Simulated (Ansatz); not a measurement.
**Na on a Bi site in LuBi2BrO4, calculated**

Level of theory: PBEsol, no spin polarisation, scalar-relativistic; Ansatz, plane waves to 420 eV (PAW set soft_2), k-mesh 2×2×2 shifted by half a step.

The relaxed host crystal (Kohn–Sham gap 1.26 eV over the whole zone):

```yaml
crystal:
  lattice:
    - [3.83512, 0.00000, 0.00000]
    - [0.00000, 3.83512, 0.00000]
    - [0.00000, 0.00000, 9.08343]
  atoms:
    - { symbol: Lu, position: [0.00000, 0.00000, 0.00000] }
    - { symbol: Bi, position: [0.50000, 0.50000, 0.72907] }
    - { symbol: Bi, position: [0.50000, 0.50000, 0.27093] }
    - { symbol: Br, position: [0.00000, 0.00000, 0.50000] }
    - { symbol: O, position: [0.50000, 0.00000, 0.85312] }
    - { symbol: O, position: [0.00000, 0.50000, 0.85312] }
    - { symbol: O, position: [0.50000, 0.00000, 0.14688] }
    - { symbol: O, position: [0.00000, 0.50000, 0.14688] }
```

Supercell of 32 atoms, rows of the matrix [[0,-2,0],[-2,0,0],[0,0,-1]] times the cell vectors; Na on a Bi site at (0.500, 0.500, 0.729) in fractions of the cell above. Atoms are relaxed at the host's cell, from a start shaken by 0.03 Å near the defect; charged cells sit in a uniform background. The cell loses 1 of its 8 Bi, so this is a heavily doped crystal.

The defect was relaxed in the charges 0, -2. Distances from the Na atom (Å), by shell of the perfect crystal:

| shell | perfect crystal | state A | state B |
| --- | --- | --- | --- |
| 4 O | 2.22 | 2.33 | 2.36 |
| 4 Br | 3.42 | 3.49 | 3.47 |
| 4 Lu | 3.66 | 3.51 | 3.55 |

| state | gap of the cell on the mesh (eV) | carriers |
| --- | --- | --- |
| A | 2.93 | none in the bands |
| B | 0.01 | in a band of the host or near its edge |

On this mesh the host's own supercell has a gap of 2.85 eV.

Question: Which state has which charge?

Answer: A has charge -2; B has charge 0.

At charge 0 a carrier lies in a band of the host or at its edge (levels aligned by the semicore states), so it isn't shown to be bound to the defect (semilocal functionals spread carriers too far and can miss a bound one), and no level is taken from that state.

No formation energy is given, since the neutral cell holds a carrier in a band.

Relaxed cell at charge -2:

```
LuBi2BrO4 Na_Bi charge -2
1.0
     0.0000   -7.6702    0.0000
    -7.6702    0.0000    0.0000
     0.0000    0.0000   -9.0834
Lu Na Bi Br O
4 1 7 4 16
Direct
  0.4958 0.0039 0.0081
  0.0041 0.0039 0.0081
  0.4959 0.4957 0.0081
  0.0041 0.4957 0.0081
  0.2500 0.2498 0.2588
  0.7500 0.2498 0.2651
  0.2500 0.7498 0.2650
  0.7500 0.7498 0.2765
  0.2500 0.2498 0.7239
  0.7500 0.2498 0.7307
  0.2500 0.7498 0.7307
  0.7500 0.7498 0.7350
  0.4977 0.4975 0.5039
  0.0022 0.4975 0.5039
  0.4977 0.0021 0.5039
  0.0022 0.0021 0.5039
  0.5169 0.2498 0.1364
  0.9830 0.2498 0.1363
  0.5078 0.7497 0.1509
  0.9921 0.7498 0.1509
  0.2500 0.9828 0.1363
  0.7499 0.9919 0.1509
  0.2499 0.5167 0.1364
  0.7500 0.5076 0.1509
  0.4974 0.2497 0.8486
  0.0025 0.2498 0.8486
  0.4988 0.7498 0.8554
  0.0012 0.7497 0.8554
  0.2499 0.0023 0.8486
  0.7500 0.0010 0.8554
  0.2500 0.4973 0.8486
  0.7499 0.4986 0.8554
```

Caveats: semilocal functionals make gaps too small, which shifts levels too; small supercell, so energies and levels can be off by tenths of an eV; one random start near the defect, so other minima are possible.

Replacing Bi³⁺ with Na⁺ removes two valence electrons, so the site is a double acceptor. At charge -2 both holes are filled and the cell has a clear gap; at charge 0 they remain in the valence states, which in an oxyhalide of this kind are mainly O and Br p in character. The relaxation is governed by charge more than size, since Na⁺ and Bi³⁺ have similar ionic radii. Monovalent Na binds its oxygen neighbours less strongly, and Na–O lengthens from 2.22 to 2.33 Å at charge -2, while the Lu cations are drawn towards the effectively negative site, from 3.66 to 3.51 Å. The inward Lu shift is smaller in the neutral cell, probably because the holes partly screen that negative charge. The gap of 2.93 eV is no evidence that Na widens the host's gap, because the mesh misses the band extrema that set the host value of 1.26 eV. Nor does acceptor behaviour alone establish p-type conduction, as compensating donors such as oxygen vacancies or interstitial Na were not examined.
